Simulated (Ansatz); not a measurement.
# NiMoIrPdW and the effect of the Hubbard U on Ir d, Mo d, Ni d, Pd d, W d

```
Ni Mo Pd Ir W
1.0
     2.76616    0.00000    0.00000
    -1.38308    2.39557    0.00000
     0.00000    0.00000   11.02292
Ni Mo Pd Ir W
1 1 1 1 1
Direct
  0.33333 0.66667 0.59712
  0.00000 0.00000 0.41074
  0.66667 0.33333 0.79520
  0.66667 0.33333 0.19960
  0.33333 0.66667 0.99734
```

The cell comes from a database or a generator and needn't be the stable form of this composition.

Kept alike: task projected density of states; functional PBE; k mesh 11 × 11 × 3; occupations fermi-dirac, width 0.05 eV; collinear spin, ferromagnetic start. Program: Ansatz, Ansatz PAW, cutoff 420 eV. The mesh is that of the run's cell of 5 atoms. No spin-orbit coupling.

| run | pressure (GPa) | largest site moment (μB) |
| --- | --- | --- |
| A | 22.90 | 2.16 |
| B | 0.63 | 0.21 |
| C | 6.56 | 0.90 |

Pressure is positive in compression, with a Pulay correction for the finite cutoff. Some runs ended in a lower symmetry than the others. For a metal such a mesh leaves the last digits unconverged. How U acts hangs on the program's projectors. The runs hold the magnetic state that their start led to, which needn't be the lowest. Site moments count inside each atom's sphere or projector. U is the effective U - J on orthogonalised atomic projectors. Double counting: fully localised limit (the default).

Task: The runs differ in the Hubbard U on Ir d, Mo d, Ni d, Pd d, W d alone: 2; 4; 6 eV. Which run is which?

Result: Run A is 6 eV; run B is 2 eV; run C is 4 eV. The pressure rises from 0.63 to 22.90 GPa between 2 and 6 eV. U localises the shell and weakens its bonds, so the cell pushes outwards. The largest site moment rises from 0.21 to 2.16 μB between 2 and 6 eV.

Pressure and largest site moment rise together with U, and both climb more steeply between 4 and 6 eV than between 2 and 4 eV. In a transition-metal alloy, cohesion comes largely from broad, partly filled d bands. U favours integer occupation of individual d orbitals and strengthens the effective exchange, so spin polarisation can outweigh its cost in band energy. Moving electrons from bonding minority states to less bonding majority states then adds a magnetovolume push to any direct weakening of the d bonds by U; the two columns can't separate these contributions.

Mo, Pd, Ir and W are non-magnetic as elemental metals, and alloying nickel with Mo or W tends to quench its moment. The 2.16 μB at 6 eV therefore probably reflects too strong a static correction for well-screened, itinerant d electrons rather than real local-moment magnetism. The near-zero pressure at 2 eV shows only that the cell lies close to its equilibrium volume at that setting, and doesn't validate that U for the electronic structure.
